**Two-step rule for the cutoff convergence of an oxygen 2s pseudo-level**

The table holds the excess of the lowest s level over its 400 Ry value against cutoff for Troullier-Martins pseudopotentials of oxygen (ld1.x, PBE, scalar-relativistic) with s radii of 0.62, 0.75 and 0.84 bohr and one changed core correction radius. The program tests a hand rule of two Gaussian-edged steps in the wave number, anchored at 10 and 100 Ry, against a single exponential and against inverse-square scaling with the radius. The rule has a median error of 7 % from 15 to 200 Ry (over 20 % in most rows from 50 Ry on, worst +64 %) and fails at 300 Ry, while the exponential has a median error of 35 % and the radius scaling does not describe whole curves. The Fourier transform of the base 2s pseudo-wave has nodes at 13 and 98 Ry, where the curves pause, and the energy of its discarded components matches the base column within 12 % from 10 to 140 Ry.

Calculated values. Lowest s level of oxygen pseudopotentials from ld1.x 7.5 (PBE, scalar-relativistic, Troullier-Martins, valence 2s2 2p4), relative to its value at 400 Ry, in spherical Bessel functions (20 bohr box, reference potential). The base run has radii of 0.75 (s), 1.8 (p) and 0.55 bohr (core correction) and s as the local channel; each variant changes only the radius named.

## Program and output

```python
# Table: excess (mRy) of the lowest s level of O Troullier-Martins pseudo-atoms (ld1.x, PBE, scalar-relativistic)
# in spherical Bessel functions against cutoff (Ry), zeroed at 400 Ry. Tested: a two-step hand rule in
# q = sqrt(cutoff), a single exponential, 1/radius^2 scaling, and the nodes of the base 2s wave in q space.
T = {
    'cutoff': [10, 15, 21, 30, 40, 50, 60, 80, 100, 140, 200, 300],  # Ry
    'run0': [212.2, 209.7, 179.0, 124.0, 61.64, 27.82, 13.11, 4.27, 3.55, 2.23, 0.23, 0.06],  # mRy
    'run1': [212.2, 209.7, 179.0, 124.0, 61.64, 27.82, 13.11, 4.27, 3.55, 2.23, 0.23, 0.06],  # mRy
    'run2': [177.7, 175.5, 152.0, 106.8, 56.63, 32.09, 23.37, 20.44, 19.42, 9.98, 1.87, 1.12],  # mRy
    'run3': [191.0, 188.7, 161.4, 110.7, 53.23, 23.09, 10.7, 4.16, 3.84, 1.93, 0.15, 0.05],  # mRy
}
import numpy as np
from scipy.optimize import least_squares
from scipy.interpolate import CubicSpline
E = np.array(T['cutoff'], float); q = np.sqrt(E)
keys = ['run2', 'run0', 'run3']; rs = [0.62, 0.75, 0.84]  # s radii (bohr), settings of the runs
Y = np.array([T[k] for k in keys], float)
ix = lambda e: int(np.argmin(abs(E - e)))
g = lambda x, w: np.exp(-(np.maximum(x, 0) / w) ** 2)
S = Y[:, ix(100)]; H = Y[:, ix(10)] - S
rule = lambda p: H[:, None] * g(q - p[0], p[2]) + S[:, None] * g(q - p[1], p[2])
p0 = [3.5, 10.0, 2.5]; M = rule(p0); err = 100 * (M / Y - 1)
use = (E > 10) & (E < 300) & (E != 100)
print('core correction radius 0.66 vs base, largest difference: %.2f mRy' % max(abs(np.array(T['run1']) - Y[1])))
print('rule: H g(q-3.5) + S g(q-10), width 2.5 /bohr; S = value at 100 Ry, H = value at 10 Ry - S')
for j in range(3): print('  radius %.2f bohr: H = %.1f mRy, S = %.2f mRy, S/S(base) = %.2f' % (rs[j], H[j], S[j], S[j] / S[1]))
print('cutoff Ry, q /bohr | table, rule (mRy), error % for radius 0.62 | 0.75 | 0.84')
for i in range(len(E)):
    print('%4d %5.2f' % (E[i], q[i]) + ''.join(' | %7.2f %7.2f %+5.0f' % (Y[j, i], M[j, i], err[j, i]) for j in range(3)))
def stats(name, m):
    e = (100 * (m / Y - 1))[:, use]; j, i = np.unravel_index(np.argmax(abs(e)), e.shape)
    print('%s: median |error| %.0f %%, worst %+.0f %% (radius %.2f, %d Ry)' % (name, np.median(abs(e)), e[j, i], rs[j], E[use][i]))
print('accuracy over 15-200 Ry without the 100 Ry row (%d points):' % (3 * use.sum()))
stats('  hand rule', M)
f = least_squares(lambda p: np.log(rule(p) / Y)[:, use].ravel(), p0).x
stats('  fitted onsets %.2f, %.2f, width %.2f /bohr' % tuple(f), rule(f))
stats('  hand rule with mean H = %.0f mRy' % H.mean(), H.mean() * g(q - 3.5, 2.5) + S[:, None] * g(q - 10, 2.5))
c = [np.polyfit(E[use], np.log(y[use]), 1) for y in Y]
stats('  single exponential, decay %.0f, %.0f, %.0f Ry' % tuple(-1 / a[0] for a in c), np.array([np.exp(np.polyval(a, E)) for a in c]))
print('rounding 0.005 mRy as % of the 300 Ry values: ' + ', '.join('%.1f' % (0.5 / v) for v in Y[:, -1]))
for j, e in ((1, 40), (0, 140)):
    i = ix(e); a, b = g(q[i] - 3.5, 2.5), g(q[i] - 10, 2.5)
    print('worked: radius %.2f, %d Ry: q %.2f, g1 %.4f, g2 %.3f, terms %.2f + %.2f = %.2f, table %.2f mRy' % (rs[j], e, q[i], a, b, H[j] * a, S[j] * b, M[j, i], Y[j, i]))
sl = -100 * np.diff(np.log(Y), axis=1) / np.diff(E)
print('fall of ln(excess), % per Ry, in successive cutoff intervals:')
for j in range(3): print('  radius %.2f: ' % rs[j] + ' '.join('%.2f' % v for v in sl[j]))
print('cutoff (Ry, log interpolation) for 0.62, 0.75, 0.84; then 1/radius^2 scaling from base:')
for t in (100, 10, 2):
    ec = [np.interp(-np.log(t), -np.log(y), E) for y in Y]
    print('  %3d mRy: %.0f %.0f %.0f ; scaled %.0f and %.0f' % (t, *ec, ec[1] * (rs[1] / rs[0]) ** 2, ec[1] * (rs[1] / rs[2]) ** 2))
# further outputs of the base run: |2s pseudo-wave| on a 0.18 bohr grid, s level (Ry), p excess at 10 and 50 Ry
r0 = 0.18 * np.arange(1, 14); eps = -1.76117; pex = {10: 567.33, 50: 0.36}
u0 = np.array([.1729, .4154, .7196, .9201, .9617, .9093, .8132, .7028, .594, .4945, .4072, .3328, .2704])
k = np.sqrt(-eps); n = (np.log(u0[-1] / u0[-2]) + k * 0.18) / np.log(r0[-1] / r0[-2])
rt = 0.18 * np.arange(14, 112); ut = u0[-1] * (rt / r0[-1]) ** n * np.exp(-k * (rt - r0[-1]))
ra = np.r_[r0, rt]; L = np.log(np.r_[u0, ut] / ra)
sp = CubicSpline(np.r_[-ra[::-1], ra], np.r_[L[::-1], L])
r = np.arange(0, 19.9, 0.01); u = r * np.exp(sp(r)); qq = np.arange(0.0125, 20, 0.025)
phi = np.sqrt(2 / np.pi) * (np.sin(np.outer(qq, r)) @ u) * 0.01
nd = qq[:-1][phi[:-1] * phi[1:] < 0] + 0.0125; nd = nd[nd < 12]
rp = r[np.argmax(u)]
print('base wave: norm %.4f, peak %.2f bohr, pi/peak %.2f /bohr = %.1f Ry' % ((u ** 2).sum() * 0.01, rp, np.pi / rp, (np.pi / rp) ** 2))
print('nodes of phi(q) below q = 12: ' + ', '.join('%.2f /bohr (%.0f Ry)' % (x, x * x) for x in nd))
K = [1e3 * ((qq ** 2 - eps) * phi ** 2)[qq > x].sum() * 0.025 for x in q]
print('integral of (q^2 - level) phi^2 above cutoff, mRy (ratio to table), base:')
for a in (slice(0, 5), slice(5, 10)): print('  ' + ', '.join('%d Ry %.1f (%.2f)' % (e, v, v / y) for e, v, y in zip(E[a], K[a], Y[1, a])))
print('s share of the sum 2 s + 4 p, base: ' + ', '.join('%d Ry %.0f %%' % (e, 200 * Y[1, ix(e)] / (2 * Y[1, ix(e)] + 4 * v)) for e, v in pex.items()))
assert list(T['run0']) == list(T['run1'])
assert all(Y[0, E <= 40] < Y[1, E <= 40]) and all(Y[0, E >= 50] > Y[1, E >= 50])
assert all(Y[:, 1] / Y[:, 0] > 0.98)
assert all(sl[:, ix(80)] < sl[:, ix(60)]) and all(sl[:, ix(80)] < sl[:, ix(100)])
```

Output:

```
core correction radius 0.66 vs base, largest difference: 0.00 mRy
rule: H g(q-3.5) + S g(q-10), width 2.5 /bohr; S = value at 100 Ry, H = value at 10 Ry - S
  radius 0.62 bohr: H = 158.3 mRy, S = 19.42 mRy, S/S(base) = 5.47
  radius 0.75 bohr: H = 208.6 mRy, S = 3.55 mRy, S/S(base) = 1.00
  radius 0.84 bohr: H = 187.2 mRy, S = 3.84 mRy, S/S(base) = 1.08
cutoff Ry, q /bohr | table, rule (mRy), error % for radius 0.62 | 0.75 | 0.84
  10  3.16 |  177.70  177.70    +0 |  212.20  212.20    +0 |  191.00  191.00    +0
  15  3.87 |  175.50  174.22    -1 |  209.70  207.61    -1 |  188.70  186.88    -1
  21  4.58 |  152.00  150.64    -1 |  179.00  176.52    -1 |  161.40  159.00    -1
  30  5.48 |  106.80  104.10    -3 |  124.00  115.18    -7 |  110.70  103.97    -6
  40  6.32 |   56.63   63.58   +12 |   61.64   61.77    +0 |   53.23   56.06    +5
  50  7.07 |   32.09   39.99   +25 |   27.82   30.67   +10 |   23.09   28.17   +22
  60  7.75 |   23.37   28.26   +21 |   13.11   15.21   +16 |   10.70   14.30   +34
  80  8.94 |   20.44   20.80    +2 |    4.27    5.37   +26 |    4.16    5.47   +32
 100 10.00 |   19.42   19.60    +1 |    3.55    3.79    +7 |    3.84    4.06    +6
 140 11.83 |    9.98   11.35   +14 |    2.23    2.08    -7 |    1.93    2.25   +16
 200 14.14 |    1.87    1.25   -33 |    0.23    0.23    -1 |    0.15    0.25   +64
 300 17.32 |    1.12    0.00  -100 |    0.06    0.00   -99 |    0.05    0.00   -99
accuracy over 15-200 Ry without the 100 Ry row (27 points):
  hand rule: median |error| 7 %, worst +64 % (radius 0.84, 200 Ry)
  fitted onsets 3.60, 10.22, width 2.33 /bohr: median |error| 6 %, worst +52 % (radius 0.84, 200 Ry)
  hand rule with mean H = 185 mRy: median |error| 14 %, worst +64 % (radius 0.84, 200 Ry)
  single exponential, decay 44, 28, 27 Ry: median |error| 35 %, worst +206 % (radius 0.75, 80 Ry)
rounding 0.005 mRy as % of the 300 Ry values: 0.4, 8.3, 10.0
worked: radius 0.75, 40 Ry: q 6.32, g1 0.2790, g2 1.000, terms 58.22 + 3.55 = 61.77, table 61.64 mRy
worked: radius 0.62, 140 Ry: q 11.83, g1 0.0000, g2 0.584, terms 0.00 + 11.35 = 11.35, table 9.98 mRy
fall of ln(excess), % per Ry, in successive cutoff intervals:
  radius 0.62: 0.25 2.40 3.92 6.34 5.68 3.17 0.67 0.26 1.66 2.79 0.51
  radius 0.75: 0.24 2.64 4.08 6.99 7.96 7.52 5.61 0.92 1.16 3.79 1.34
  radius 0.84: 0.24 2.60 4.19 7.32 8.35 7.69 4.72 0.40 1.72 4.26 1.10
cutoff (Ry, log interpolation) for 0.62, 0.75, 0.84; then 1/radius^2 scaling from base:
  100 mRy: 31 33 31 ; scaled 48 and 26
   10 mRy: 140 65 61 ; scaled 95 and 52
    2 mRy: 198 143 138 ; scaled 209 and 114
base wave: norm 1.0005, peak 0.87 bohr, pi/peak 3.61 /bohr = 13.0 Ry
nodes of phi(q) below q = 12: 3.63 /bohr (13 Ry), 9.88 /bohr (98 Ry)
integral of (q^2 - level) phi^2 above cutoff, mRy (ratio to table), base:
  10 Ry 210.1 (0.99), 15 Ry 203.4 (0.97), 21 Ry 184.2 (1.03), 30 Ry 124.7 (1.01), 40 Ry 66.3 (1.08)
  50 Ry 31.2 (1.12), 60 Ry 13.8 (1.05), 80 Ry 3.9 (0.92), 100 Ry 3.3 (0.94), 140 Ry 2.1 (0.94)
s share of the sum 2 s + 4 p, base: 10 Ry 16 %, 50 Ry 97 %
```
